\section*{Error-function profiles and the parabolic dose law: oxygen in $\alpha$-titanium}

Titanium heated in oxygen grows an oxide scale, and it also dissolves oxygen in the metal beneath the scale. The mathematics of this dissolution zone is that of a constant-source dopant predeposition: an erfc profile and a dose that grows as $\sqrt{t}$. Both are derived here, together with the profile of a diffusion couple.

\subsection*{Premises and conventions}

The concentration $c(x,t)$ is in atoms/cm$^3$, the flux $J$ along $+x$ in atoms\,cm$^{-2}$\,s$^{-1}$, the diffusivity $D$ in cm$^2$/s and the dose $Q$ in atoms/cm$^2$.
\begin{enumerate}
\item Oxygen moves on interstitial sites of a rigid Ti lattice, and $x$ is measured in that lattice.
\item The geometry is planar, so $c$ depends on $x$ and $t$ only.
\item The flux obeys Fick's first law, $J=-D\,\partial c/\partial x$, where $D$ is the chemical diffusivity and does not depend on $c$, $x$ or $t$.
\item Oxygen is conserved inside the metal: no precipitation and no trapping.
\item The solid is unbounded in each direction in which the profile decays.
\end{enumerate}
The special functions are
\begin{equation}
\mathrm{erf}(z)=\frac{2}{\sqrt{\pi}}\int_0^z e^{-s^2}ds,\qquad \mathrm{erfc}(z)=1-\mathrm{erf}(z).
\end{equation}
The function erf is odd and tends to 1 as $z\to\infty$.

\subsection*{Step 1: the diffusion equation}

By premise 4 the content of a slab between $x$ and $x+\Delta x$ changes only through its faces: $\Delta x\,\partial c/\partial t=J(x)-J(x+\Delta x)$ for a thin slab. The limit $\Delta x\to0$ gives $\partial c/\partial t=-\partial J/\partial x$. Inserting premise 3 and taking the constant $D$ out of the derivative gives Fick's second law,
\begin{equation}
\frac{\partial c}{\partial t}=D\,\frac{\partial^2c}{\partial x^2}.
\label{eq:fick}
\end{equation}
The equation is linear, so sums and integrals of solutions are solutions.

\subsection*{Step 2: the Gaussian from a plane source}

Place a unit dose in the plane $x=y$ of an infinite solid at $t=0$. With $\hat c(q,t)=\int c\,e^{-iqx}dx$, Eq.~\eqref{eq:fick} becomes $\partial\hat c/\partial t=-Dq^2\hat c$, and the initial value is $\hat c(q,0)=e^{-iqy}$. Hence $\hat c=e^{-iqy-Dq^2t}$. Completing the square in the inverse transform yields
\begin{equation}
G(x-y,t)=\frac{1}{2\pi}\int_{-\infty}^{\infty}e^{iq(x-y)-Dq^2t}\,dq=\frac{1}{\sqrt{4\pi Dt}}\exp\left[-\frac{(x-y)^2}{4Dt}\right].
\end{equation}
$G$ is positive, has unit area and has variance $2Dt$. A bounded initial profile $c(y,0)$ is a stack of plane sources of dose $c(y,0)\,dy$, so by linearity
\begin{equation}
c(x,t)=\int_{-\infty}^{\infty}c(y,0)\,G(x-y,t)\,dy .
\label{eq:conv}
\end{equation}
As $t\to0$ the width of $G$ vanishes at unit area, and Eq.~\eqref{eq:conv} returns the initial profile wherever that profile is continuous.

\subsection*{Step 3: the diffusion couple}

Join two pieces of the same phase at $x=0$, with $c=c_1$ for $x<0$ and $c=c_2$ for $x>0$. For the left half substitute $s=(x-y)/2\sqrt{Dt}$, so that $dy=-2\sqrt{Dt}\,ds$ and $y\in(-\infty,0)$ maps to $s\in(\eta,\infty)$, where
\begin{equation}
\eta=\frac{x}{2\sqrt{Dt}}.
\end{equation}
Then
\begin{equation}
\int_{-\infty}^{0}G\,dy=\frac{1}{\sqrt{\pi}}\int_{\eta}^{\infty}e^{-s^2}ds=\frac{1-\mathrm{erf}\,\eta}{2}.
\end{equation}
Unit area makes the right-half integral $(1+\mathrm{erf}\,\eta)/2$. Weighting the halves with $c_1$ and $c_2$ gives
\begin{equation}
c(x,t)=\frac{c_1+c_2}{2}-\frac{c_1-c_2}{2}\,\mathrm{erf}\left(\frac{x}{2\sqrt{Dt}}\right).
\label{eq:couple}
\end{equation}
The limits are $c_1$ at $x\to-\infty$ and $c_2$ at $x\to+\infty$. Because $\mathrm{erf}(0)=0$, the original joint holds the value $(c_1+c_2)/2$ at all $t>0$, and the deviation from that value is odd in $x$.

\subsection*{Step 4: constant surface concentration}

Let the metal fill $x>0$, with $c(x,0)=c_0$, $c(0,t)=c_s$ for $t>0$, and $c\to c_0$ at depth. Write $\Delta c=c_s-c_0$. The right half of a couple already has a uniform start and a fixed value at $x=0$. Choosing $c_2=c_0$ and $(c_1+c_2)/2=c_s$ requires a fictitious left half with $c_1=2c_s-c_0$, so that $(c_1-c_2)/2=\Delta c$. Equation~\eqref{eq:couple} becomes $c=c_s-\Delta c\,\mathrm{erf}\,\eta$, or
\begin{equation}
u\equiv\frac{c-c_0}{c_s-c_0}=\mathrm{erfc}\left(\frac{x}{2\sqrt{Dt}}\right).
\label{eq:erfc}
\end{equation}

A second route shows where the $\sqrt{t}$ comes from. The equation and all three conditions are unchanged by $x\to\lambda x$, $t\to\lambda^2t$, which suggests $u=u(\eta)$. With $\partial\eta/\partial t=-\eta/2t$ and $\partial\eta/\partial x=1/2\sqrt{Dt}$, Eq.~\eqref{eq:fick} reads $-\eta u'/2t=u''/4t$, that is
\begin{equation}
u''+2\eta u'=0 .
\end{equation}
One integration gives $u'=Ae^{-\eta^2}$. The conditions $u(0)=1$ and $u(\infty)=0$ require $A\sqrt{\pi}/2=-1$, which is Eq.~\eqref{eq:erfc} again.

The solution is unique. Let $w$ be the difference of two solutions, square-integrable and decaying at depth. It vanishes at $x=0$, so integration by parts gives $\frac{d}{dt}\int_0^\infty w^2dx=-2D\int_0^\infty(\partial w/\partial x)^2dx\le0$. The integral of $w^2$ starts from zero and cannot be negative, so $w=0$.

A given fraction $u$ sits at a fixed $\eta$, so every isoconcentration depth advances as $x=2\eta\sqrt{Dt}$.

\subsection*{Step 5: flux and dose}

Differentiating Eq.~\eqref{eq:erfc} with $d\,\mathrm{erfc}\,\eta/d\eta=-(2/\sqrt{\pi})e^{-\eta^2}$ gives
\begin{equation}
J(x,t)=\Delta c\sqrt{\frac{D}{\pi t}}\;e^{-\eta^2}.
\end{equation}
The dose is the time integral of the surface flux. Since $\int_0^t t'^{-1/2}dt'=2\sqrt{t}$,
\begin{equation}
Q(t)=2\,(c_s-c_0)\sqrt{\frac{Dt}{\pi}} .
\label{eq:dose}
\end{equation}
The area under the profile must give the same result. Integration by parts yields
\begin{equation}
\mathrm{ierfc}(z)\equiv\int_z^\infty\mathrm{erfc}(s)\,ds=\frac{e^{-z^2}}{\sqrt{\pi}}-z\,\mathrm{erfc}(z),
\label{eq:ierfc}
\end{equation}
so the excess oxygen deeper than $x$ is $2\Delta c\sqrt{Dt}\;\mathrm{ierfc}(\eta)$. At $x=0$, $\mathrm{ierfc}(0)=1/\sqrt{\pi}$ reproduces Eq.~\eqref{eq:dose}, and the fraction of the dose deeper than $x$ is $\sqrt{\pi}\,\mathrm{ierfc}(\eta)$. The dose equals that of a box of height $\Delta c$ and depth $2\sqrt{Dt/\pi}=1.128\sqrt{Dt}$. For the couple, replacing $\Delta c$ by $(c_1-c_2)/2$ gives the amount carried across the joint, $(c_1-c_2)\sqrt{Dt/\pi}$.

With oxygen molar mass $M_{\rm O}$, the mass gain per area is $\Delta m=QM_{\rm O}/N_A$, and its square is linear in time:
\begin{equation}
\Delta m^2=k_d\,t,\qquad k_d=\frac{4D}{\pi}\left(\frac{\Delta c\,M_{\rm O}}{N_A}\right)^2 .
\end{equation}
A dose or a weight fixes only the product $\Delta c^2D$. A depth profile is needed to separate the two factors.

\subsection*{Range of validity}

\paragraph{Finite thickness.} Take a layer of thickness $h$ on an impermeable substrate and write $L=2\sqrt{Dt}$. Mirror terms give $u=\mathrm{erfc}(x/L)+\mathrm{erfc}[(2h-x)/L]-\mathrm{erfc}[(2h+x)/L]-\dots$ The second term cancels the flux of the first at $x=h$, the third cancels the value of the second at $x=0$, and so on. Integrating from 0 to $h$ with Eq.~\eqref{eq:ierfc} multiplies the dose by $1-2\sqrt{\pi}\,\mathrm{ierfc}(h/\sqrt{Dt})+\dots$ At $h=2\sqrt{Dt}$ the dose is only 0.35\,\% low, but the back-face value is doubled to $u\approx2\,\mathrm{erfc}(1)=0.31$. At $h=4\sqrt{Dt}$ that value is 0.9\,\%.

\paragraph{Surface supply.} If the interface passes a flux $J=v\,[c_s-c(0,t)]$, with $v$ in cm/s, the flux of Step 5 requires a deficit $J/v=\Delta c\sqrt{D/\pi t}/v$. The boundary value is $c_s$ only when $v\sqrt{t/D}\gg1$. The divergent flux at $t\to0$ is therefore unphysical, and early uptake is interface-limited.

\paragraph{Receding interface.} The scale consumes metal. For parabolic recession $\xi=2\gamma\sqrt{Dt}$ with constant $\gamma$, the function $u=\mathrm{erfc}(\eta)/\mathrm{erfc}(\gamma)$ solves Eq.~\eqref{eq:fick} and equals 1 at $x=\xi$. Integrating it from $\xi$ gives the oxygen held in the metal relative to Eq.~\eqref{eq:dose}:
\begin{equation}
\frac{Q_\gamma}{Q}=\frac{e^{-\gamma^2}}{\mathrm{erfc}\,\gamma}-\sqrt{\pi}\,\gamma\approx1-\left(\sqrt{\pi}-\frac{2}{\sqrt{\pi}}\right)\gamma=1-0.644\,\gamma .
\label{eq:recede}
\end{equation}

\paragraph{Concentration-dependent $D$.} At tens of atomic percent of oxygen, constant $D$ is the weakest premise. The scaling $x\to\lambda x$, $t\to\lambda^2t$ still holds for $D(c)$, so depths and dose remain proportional to $\sqrt{t}$, and the value at the joint of a couple stays constant in time. The erfc shape, the factor $2/\sqrt{\pi}$ and, in general, the value $(c_1+c_2)/2$ are lost. To size the change, let $D=D_b(1+\beta u)$ and define $\eta$ with $D_b$. Then $[(1+\beta u)u']'+2\eta u'=0$, and integrating over $\eta$ gives $\int_0^\infty u\,d\eta=-(1+\beta)u'(0)/2$. Put $u=u_0+\beta u_1$ with $u_0=\mathrm{erfc}\,\eta$. At first order $(e^{\eta^2}u_1')'=-e^{\eta^2}(u_0u_0')'$, so $u_1'=e^{-\eta^2}[u_1'(0)-g(\eta)]$ with
\begin{equation}
g=\frac{3\,\mathrm{erf}\,\eta+2\eta^2\,\mathrm{erfc}\,\eta}{\sqrt{\pi}}-\frac{2\eta}{\pi}e^{-\eta^2}.
\end{equation}
Since $u_1(0)=u_1(\infty)=0$, the integral of $u_1'$ vanishes: $u_1'(0)\sqrt{\pi}/2=\int_0^\infty e^{-\eta^2}g\,d\eta$. The three terms contribute $3/4$, $1/4-1/2\pi$ and $-1/2\pi$, in sum $1-1/\pi$. The dose is thus multiplied by $(1+\beta)[1-\beta(1-1/\pi)]\approx1+\beta/\pi$. A 20\,\% change of $D$ across the zone moves the dose by about 6\,\%.

\paragraph{Temperature history.} If $D$ varies in time while $c_s$ stays fixed, the variable $\tau=\int D\,dt$ turns Eq.~\eqref{eq:fick} into $\partial c/\partial\tau=\partial^2c/\partial x^2$. The profiles and the dose hold with $Dt\to\tau$.

\paragraph{Material.} The metal must be single-phase $\alpha$, that is below the $\alpha\to\beta$ transformation at approximately 882\,$^\circ$C, and without ordered Ti--O phases in the zone. In a hexagonal crystal whose $c$ axis makes an angle $\theta$ with the surface normal, $D=D_c\cos^2\theta+D_a\sin^2\theta$, so texture matters. Fast grain-boundary paths in fine-grained films add a tail that premise 2 excludes. Dissolved oxygen stretches the $c$ axis by approximately 2\,\% at the oxygen-rich end of the zone, which is the size of the departure from a rigid lattice.

\subsection*{Numerical illustration: 10 h at 700\,$^\circ$C}

The inputs are typical or approximate values, taken as given: $D=D_0\exp(-E_a/k_BT)$ with $D_0=0.45$ cm$^2$/s and $E_a=2.07$ eV; Ti density 4.51 g/cm$^3$; molar masses 47.87 (Ti) and 16.00 (O) g/mol; bulk oxygen 0.10 wt\,\%; interface ratio O/Ti $=1/3$, which is 25 at.\,\% and lies below the approximate solubility limit of 33 at.\,\%. Intermediate values carry extra figures for the arithmetic only.

At $T=973.15$ K, $k_BT=0.08386$ eV and $E_a/k_BT=24.68$, so $D=8.6\times10^{-12}$ cm$^2$/s. With $t=3.6\times10^{4}$ s, $\sqrt{Dt}=5.56$ $\mu$m and $2\sqrt{Dt}=11.1$ $\mu$m. The Ti number density is $5.67\times10^{22}$ cm$^{-3}$, so $c_s=1.89\times10^{22}$ cm$^{-3}$. The background is $c_0=1.70\times10^{20}$ cm$^{-3}$, and $\Delta c=1.87\times10^{22}$ cm$^{-3}$.

\begin{center}
\begin{tabular}{ccccc}
\hline
$u$ & $\eta$ & $x$ ($\mu$m) & $c$ (cm$^{-3}$) & dose deeper than $x$ (\%)\\
\hline
0.5 & 0.477 & 5.3 & $9.5\times10^{21}$ & 37\\
0.1 & 1.163 & 13 & $2.0\times10^{21}$ & 5.2\\
0.01 & 1.821 & 20 & $3.6\times10^{20}$ & 0.40\\
\hline
\end{tabular}
\end{center}

At the last depth the excess, $1.9\times10^{20}$ cm$^{-3}$, is close to the background, so 20 $\mu$m plays the part of a junction depth. Equation~\eqref{eq:dose} gives $Q=1.17\times10^{19}$ cm$^{-2}$, equivalent to a box 6.3 $\mu$m deep. The mass gain is 0.31 mg/cm$^2$, and $k_d=2.7\times10^{-12}$ g$^2$\,cm$^{-4}$\,s$^{-1}$. The surface flux at 10 h is $Q/2t=1.6\times10^{14}$ cm$^{-2}$\,s$^{-1}$. At fixed $\Delta c$, $d\ln Q/dT=E_a/2k_BT^2$, or 1.3\,\% per kelvin.

Now size the scale. Assume a rutile TiO$_2$ layer that grows as $\sqrt{t}$ and reaches 2.0 $\mu$m at 10 h, with approximate density 4.25 g/cm$^3$ and molar mass 79.87 g/mol. The oxide-to-metal volume ratio per Ti atom is 1.77, so the interface recedes by 1.13 $\mu$m and $\gamma=0.10$. Equation~\eqref{eq:recede} gives $Q_\gamma/Q=0.94$. The depth of the $u=0.01$ level below the present interface follows from $\mathrm{erfc}\,\eta=0.01\,\mathrm{erfc}\,\gamma$ and $x-\xi=2(\eta-\gamma)\sqrt{Dt}$, and is 19 $\mu$m. The profile is thus little changed. The scale itself, however, holds $1.3\times10^{19}$ oxygen atoms/cm$^2$, about as many as the metal has dissolved. A balance records the sum of both, so $k_d$ is not the parabolic constant of the total weight gain.

The thickness criterion separates bulk parts from films. A sputter target or foil much thicker than 20 $\mu$m is semi-infinite for this anneal. A 50 nm Ti film with the same $D$ reaches $h=2\sqrt{Dt}$ at $t=h^2/4D=0.7$ s, after which it fills toward $c_s$ and the $\sqrt{t}$ law ends.